**Question**

I have these spin-orbit CASSCF results for 3d ions in an octahedron of point charges and would like to estimate such numbers on paper.

OpenMolcas 26.06, state-averaged CASSCF over the 3d shell with spin-orbit state interaction (atomic mean-field integrals), ANO-RCC-VDZP basis, DKH2 Hamiltonian, point nucleus. Each 3+ ion sits at the centre of a regular octahedron of six point charges of -1 e. χT is the powder value from Van Vleck's formula; ground levels carry octahedral double-group labels.

```tsv
ion	electrons in the shell	distance of the charges (Å)	spin multiplicity of the ground level	ground level	degeneracy	first excitation (cm⁻¹)	χT at 2 K (cm3 K/mol)	χT at 50 K (cm3 K/mol)	χT at 300 K (cm3 K/mol)
Ti3+	1	1.940	2	G8	4	229	0.008	0.117	0.466
V3+	2	1.960	3	E	2	31.9	0.006	0.170	0.866
Cr3+	3	1.890	4	G8	4	3120	1.43	1.46	1.62
Mn3+	4	1.610	5	A1	1	17.2	0.411	2.65	2.83
Fe3+	5	1.850	6	unlabelled	6	36500	4.39	4.39	4.39
Co3+	6	2.230	5	T2	3	169	3.57	4.22	5.05
Ni3+	7	1.770	4	G6	2	409	2.20	2.69	4.24
Cu3+	8	2.050	3	T2	3	974	2.47	2.55	2.97
```

The spin-only formula with $g=2$ works for Fe3+ and for nothing else. Ti3+ has one unpaired electron and almost no moment at 2 K. Cr3+ and Cu3+ should both have an orbitally non-degenerate A2 ground term, yet Cr comes out below spin-only and Cu at two and a half times spin-only. Is there a rule with only a few inputs that gives $\chi T$ for all eight rows? How far can it be trusted?

**Answer**

There is one, with two branches, and the choice between the branches carries most of the physics.

$\chi T$ is the powder susceptibility times temperature. The ground level carries a label of the octahedral double group: A1, E and T2 (one, two, three states) for even electron number $n$, G6, G7 and G8 (two, two, four states) for odd $n$. The sixfold level of Fe is G7 + G8 left unresolved. The rows with $n=4$ to 7, where there is a choice, are all high-spin, because point charges give much too small a field. The terms of the same runs give $10Dq = 4340$ cm⁻¹ for Ti, $5726-2578=3148$ for V and $5212-2338=2874$ for Ni, where real trivalent complexes have, roughly recalled, well over $10^4$ cm⁻¹. The distances also jump about between 1.61 and 2.23 Å, so the rows do not form an element trend, and each has to be estimated on its own.

*The working formula.* A level that behaves as an angular momentum $J$ with factor $g$, and that the magnetic field can mix with higher levels, gives

$$\chi T = C\,g^2J(J+1) + \chi_{\rm VV}\,T ,\qquad \chi_{\rm VV} = 2N\mu_B^2\sum_k \frac{|\langle k|L_z+2S_z|0\rangle|^2}{E_k-E_0}.$$

Here $C=N\mu_B^2/3k=0.125$ cm³ K/mol, $N\mu_B^2=0.261$ cm³/mol·cm⁻¹ and $k=0.695$ cm⁻¹/K. The first term is the Curie intercept and the second a temperature-independent susceptibility that tilts the $\chi T$ curve. The moment is $L+2S$, so the whole problem is how much orbital moment survives and whether it points along or against the spin.

Hund's rules fix $S$ and $L$, and the octahedron picks the term: $^2T_2$, $^3T_1$, $^4A_2$, $^5E$, $^6A_1$, $^5T_2$, $^4T_1$, $^3A_2$ for $n=1$ to 8. Spin-orbit coupling within the term is $\lambda\,L\cdot S$ with $\lambda=\pm\zeta/2S$, positive below the half-filled shell and negative above. For the one-electron constant $\zeta$ I use rough recalled values, 150, 210, 270, 350, 460, 580, 710 and 890 cm⁻¹ from Ti to Cu. Nothing is fitted. The rule takes $\zeta$ for Ti, V and Cr and reads the first excitation from the table for Cr, Mn, Co, Ni and Cu, so for those five rows it relates two columns of the calculation and does not predict from nothing.

One Landé-type expression serves both branches. For a moment $\alpha L+2S$,

$$g = 2+(\alpha-2)\,\frac{J(J+1)+L(L+1)-S(S+1)}{2J(J+1)} .$$

*Field first.* If the ligand field is much stronger than $\lambda$, it selects the term and spin-orbit coupling is a correction. A and E terms have no first-order orbital moment. A T term keeps one and acts like $L'=1$ with $\alpha=-1$ for T2 and $\alpha=-3/2$ for the T1 that comes from an F term, split by $\alpha\lambda\,L'\cdot S$ into levels $J'$.

Ti shows how this works. With $\alpha\lambda<0$ the level $J'=3/2$ (G8) is lowest, the fraction in the formula is $2/3$, and $g=2-3\cdot\tfrac23=0$: spin and orbital moments cancel. What is left is mixing with $J'=1/2$ (G7) at $3\zeta/2=225$ cm⁻¹, against 229 in the table. The full sum over both levels is Kotani's formula, with $x=\zeta/kT$,

$$\chi T = C\,\frac{8+(3x-8)e^{-3x/2}}{x\,(2+e^{-3x/2})},$$

which gives 0.116 at 50 K and 0.447 at 300 K, for 0.117 and 0.466 in the table. The recalled $\zeta$ can be checked here. G7 lies $\zeta$ above the unsplit term and cannot mix with $^2E$, which contains only G8, so the first excitation minus the spin-orbit lowering of the ground level in the same run is $\zeta$ itself: $229-82=147$ cm⁻¹. V is treated in the same way, with $J'=2,1,0$, Boltzmann weights $(2J'+1)e^{-E/kT}$ and, for each level,

$$\chi_{\rm VV}(J)=\frac{N\mu_B^2(2-\alpha)^2}{6(2J+1)\,\alpha\lambda}\,[G(J{+}1)-G(J)],\qquad G(j)=\frac{[(S+L+1)^2-j^2]\,[j^2-(S-L)^2]}{j^2}.$$

*First worked row: Cr3+.* The $^4A_2$ term is connected by $L$ only to the $T_2$ term one $10Dq$ higher, with a squared matrix element of 4 per direction. Second-order perturbation theory then gives $g=2(1-4\lambda/\Delta)$ and $\chi_{\rm VV}=8N\mu_B^2/\Delta$. I take $\Delta$ as the first excitation, 3120 cm⁻¹, which is an approximation, since that is the lowest spin-orbit component of $^4T_2$ and not its centre.

With $\lambda=270/3=90$ cm⁻¹, $4\lambda/\Delta=0.115$ and $g=1.769$. The intercept is $0.125\times1.769^2\times\tfrac{15}{4}=1.47$. The slope is $8\times0.261/3120=6.7\times10^{-4}$ cm³/mol, which adds 0.20 at 300 K. The estimate runs from 1.47 at 2 K to 1.67 at 300 K, about 3 % above the table's 1.43 and 1.62, whereas spin-only gives 1.876. A straight line through the run's values at 5 and 10 K has slope $6.4\times10^{-4}$ and an intercept that corresponds to $g=1.746$, so both parts of the formula are separately near the mark. A somewhat larger $\zeta$ would remove most of the offset (10 % more lowers the 300 K value by 2.3 %), but that this is the cause is my guess. So large a drop in $g$ belongs to the weak point-charge field; it scales as $1/\Delta$.

*Second worked row: Cu3+.* The term is again A2, now with $\lambda=-890/2=-445$ cm⁻¹, so the orbital moment adds to the spin. But $4|\lambda|/\Delta=1.83$ with the first excitation of 974 cm⁻¹, and a correction larger than the quantity it corrects means that the expansion has broken down. Used anyway, it gives 8.0 at 2 K for the table's 2.47. The same run lowers the ground level by 879 cm⁻¹ through spin-orbit coupling, which is nearly as large as the excitation itself.

The remedy is to reverse the order, as for a lanthanide. Spin-orbit coupling first forms the multiplet $J=L+S=4$ from $^3F$, with $\alpha=1$ and $g_J=5/4$, and the field then splits its nine states. This limit is not reached cleanly either: the first gap of 974 cm⁻¹ is more than half of the $4|\lambda|=1780$ cm⁻¹ that separates $J=4$ from $J=3$, so the row is an intermediate case approached from the other side. The cubic T2 level of $J=4$ contains $\sqrt{7/8}\,|3\rangle-\sqrt{1/8}\,|{-1}\rangle$, so $\langle J_z\rangle=\tfrac{21}{8}-\tfrac18=\tfrac52$. The level is a triplet $+\tfrac52,0,-\tfrac52$, which acts as $J'=1$ with $g=\tfrac52\cdot\tfrac54=3.125$. The intercept is $0.125\times3.125^2\times2=2.44$, with no input except $n$ and the label of the level.

The slope follows from a sum rule. In cubic symmetry the average of $J_z^2$ over any level is $J(J+1)/3=20/3$. The triplet itself accounts for $\tfrac23\cdot\tfrac{25}{4}=\tfrac{25}{6}$, so $\tfrac52$ couples to excited levels. Placing all of it at the first excitation gives $\chi_{\rm VV}=2\times0.261\times1.25^2\times2.5/974=2.09\times10^{-3}$ cm³/mol. The estimates are 2.45, 2.55 and 3.07 at 2, 50 and 300 K, against 2.47, 2.55 and 2.97. The two worked rows are among the better ones, and neither was adjusted, but each used its own gap.

Co is the same level of another $J=4$ multiplet, $^5D_4$ with $g_J=3/2$, so $g=3.75$. Ni has the G6 doublet of $^4F_{9/2}$, with $\langle J_z\rangle=11/6$, $g_J=4/3$ and $g=2\cdot\tfrac{11}{6}\cdot\tfrac43=4.89$. Their gaps are comparable with $kT$ at 300 K (208.5 cm⁻¹), so the straight line must be replaced by its two-level form. With $d$ ground states out of $N_s=2J+1$, the others lumped at the gap $E$, and $x=E/kT$,

$$\chi T=3Cg_J^2\,\frac{a+c\,e^{-x}+2b\,(1-e^{-x})/x}{d+(N_s-d)\,e^{-x}},$$

where $a=2\langle J_z\rangle^2$, $b=dJ(J+1)/3-a$ and $c=N_sJ(J+1)/3-a-2b$.

*Choosing the branch.* I assigned $n\le5$ to field first and $n>5$ to spin-orbit first with the table in view, and $n$ is only a stand-in for the ratio of $\zeta$ to the field. That ratio is 0.035 for Ti, 0.067 for V, about 0.087 for Cr and 0.25 for Ni. For Co and Cu, scaling Ni's $10Dq$ by the inverse fifth power of the distance suggests a field of order $10^3$ cm⁻¹ only, the same order as $\zeta$. Two tests can be done on paper. For an A2 term, $4|\lambda|/\Delta$ must be small. For a T term, the first-order splitting should match the gap. It does for Ti, and roughly for V if the T1 level is compared (352 cm⁻¹ for 315), because the first gap of V, 31.9 cm⁻¹, is a second-order splitting inside $J'=2$. Co, however, has 169 cm⁻¹ in place of 290 and Ni 409 in place of 532. A shortfall is the direction that theory gives, because the lowest levels belong to one $J$ multiplet and must collapse as the field vanishes.

The wrong branch fails by measurable amounts. Field first is 14 % low for Co and 19 % low for Ni at 2 K. The free-ion multiplet, for its part, is 94 % low for Cr, since below the half-filled shell it means $J=L-S$ and a nearly cancelled moment that the field has largely unlocked.

Ni deserves a remark, because a ratio of 0.25 does not look like the spin-orbit limit, and yet the run's $g=4.82$ lies much nearer 4.89 than the field-first $13/3=4.33$. The run lists for each level a number that I read as an effective $J$ (it is 3.00 for the A2 level of V, which can only be $J=3$). For the Ni ground doublet it is 4.425. G6 occurs in $^4F$ only for $J=9/2$ and $7/2$, so the $J(J+1)$ of this doublet must lie between $24.75$ and $15.75$, and its effective $J$ corresponds to a weight of 0.92 for $J=9/2$. That weight does not place Ni in the spin-orbit limit. For a T term above the half-filled shell the field-first ground level already has the true orbital moment along the spin and is itself mostly $J=9/2$. The same list gives the doublet a number that I read as its weight in $^4T_1$, about 98 %, and the levels are still grouped by field terms: G6, G8, G8 and G7 of $^4T_1$ come first, and those of $^4T_2$ follow well above them. The admixture of $^4T_2$ enters $g$ through its amplitude and not its weight, so two per cent of it carries $g$ most of the way from one limit to the other. Co (3.76) and Cu (3.14) lie slightly above their $J$ values; the field mixes in the $J=3$ multiplet, which also enters $g$ through its amplitude and first raises it before a stronger field brings it down. The close agreement at 2 K therefore shows that $g$ changes little between the $J$ limit and these fields, not that the ions sit in that limit.

*Accuracy.* Relative to the table, the median error over the eight rows is 3 to 4 % at each temperature, against 45, 30 and 18 % for spin-only at 2, 50 and 300 K. At 300 K the mean error is 5.8 % and the worst row is Ni at +17 %. Fe needs nothing but spin-only, 4.377, and the small deficit against 4.39 disappears with the free-electron $g$, which gives 4.387. Its first excitation of 36500 cm⁻¹ is a spin flip that CASSCF without dynamic correlation usually puts too high, but at that height it hardly touches $\chi T$. The median hides four failures, and each marks a boundary of the rule.

The first is the late ions on warming. The rule is within 3 % for Co, Ni and Cu at 2 K, within 4 % at 50 K, and too high at 300 K by 10, 17 and 3 %. Lumping all excited states at the first gap makes the slope too steep and lets the full multiplet moment arrive too early. For Ni the level list shows part of it: the rule puts the eight upper states of $J=9/2$, two G8 levels, together at 409 cm⁻¹, while the two lowest G8 levels of the run lie at 409 and 1119 cm⁻¹. The upper one has an effective $J$ well below $9/2$, so it is strongly mixed with other multiplets, which the rule also leaves out. Since field first is about 20 % low for Co and Ni at 300 K, the two branches bracket the result, and the bracket is the honest estimate. For Co at 300 K the unsplit free-ion multiplet (+11 %) does about as well as the rule.

The second is V at low temperature. First order gives a fivefold $J'=2$ level with $g=1/4$ and an intercept of 0.047. In the calculation that level is split into E and T2, 31.9 cm⁻¹ apart, which theory ascribes to second-order mixing with higher terms. An E doublet has no first-order moment, because the magnetic moment transforms as T1 and E × E does not contain T1, and the run gives $g=0$ for it. The rule therefore returns 0.054 for 0.006 at 2 K. The absolute error is still 0.046 at 50 K (+27 %), where T2 is well populated, so the splitting is not the whole story. The T1 level that supplies the Van Vleck term lies at 352 cm⁻¹ in the run and at 315 in the rule, which makes the slope too steep, and $g=1/4$ is a small difference of large numbers. By 300 K the error is 3 %.

The third is Ti at 2 K, 0.005 against 0.008. The relative error is large and the absolute one is 0.003. The run has a small intercept where the rule has none, as mixing of the ground G8 with the G8 of $^2E$ would produce. Wherever a moment vanishes by cancellation or symmetry, the rule says "near zero" and no more.

The fourth is Mn. $^5E$ has ten states, split only in second order into A1, T1, E, T2 and A2. The A1 singlet has no moment, and its whole $\langle S_z^2\rangle=2$ couples to T1, so $\chi T\approx2\times0.261\times2^2\times2\times T/17.2=0.485$ at 2 K, 18 % above 0.411. The two-level formula with $g=2$, $d=1$, $N_s=10$, $a=0$ and 2 in place of $J(J+1)/3$ is 13 % high at 50 K and 6 % high at 300 K. At 2 K the higher levels play no part, since A1 couples only to T1 within the term, so the excess there points to an orbital reduction of $g$ like that of Cr. At 50 K the higher levels lying above 17.2 cm⁻¹ act in the same direction. At 300 K, where $kT$ is twelve times the gap, all ten states are populated almost equally, and the remaining 6 % is nearly all the reduction of $g$. The singlet and its gap belong to the imposed regular octahedron. A real $^5E$ ion distorts by the Jahn-Teller effect, and the low-temperature part of this row would not survive.

The short version of the sign argument, below spin-only for a less than half-filled shell and above for a more than half-filled one, holds for Co, Ni and Cu at all three temperatures and for Ti, V, Cr and Mn at 2 and 50 K. It fails for Ti at 300 K, which stands at 1.24 times spin-only. The cancellation is a property of the G8 level alone. When $kT$ exceeds the splitting, spin and orbit decouple and their squares add, so a T term tends to $C[2\alpha^2+4S(S+1)]$, which is 0.625 for Ti and 1.56 for V. The run crosses spin-only (0.375) between 150 and 200 K and the rule just above 200 K. V has not crossed by 300 K but is heading for a limit above 1.00.

Whether a moment survives at the lowest temperatures is read from the label more than from the parity of $n$. Odd-$n$ ions keep at least a Kramers doublet, yet Ti shows that its $g$ can be near zero. For even $n$, A1 and E levels are non-magnetic in first order and T levels are magnetic, but only while the site is exactly cubic. A distortion that lowers the cubic symmetry splits the triplets of Co and Cu, and once $kT$ falls below that splitting their intercepts no longer apply.

The same reasoning gives the direction for a neighbouring case. Moving the charges closer to Cu raises $\Delta$, shrinks $4|\lambda|/\Delta$ and should carry $g$ from about 3.1 down towards a value a little above 2, where the Cr formula with negative $\lambda$ takes over. Moving them away from Cr should push $g$ further below 2 and steepen the slope. With fields of real ligands the field-first branch should be the right one for all high-spin 3d ions, and covalency, absent from point charges, would reduce both $\zeta$ and the orbital factor. A real field can also change the spin state before any of this matters: octahedral Co3+ is usually low-spin and diamagnetic and Ni3+ usually low-spin, unlike these rows. The few per cent quoted above measure agreement with this model calculation, not with a magnetometer.
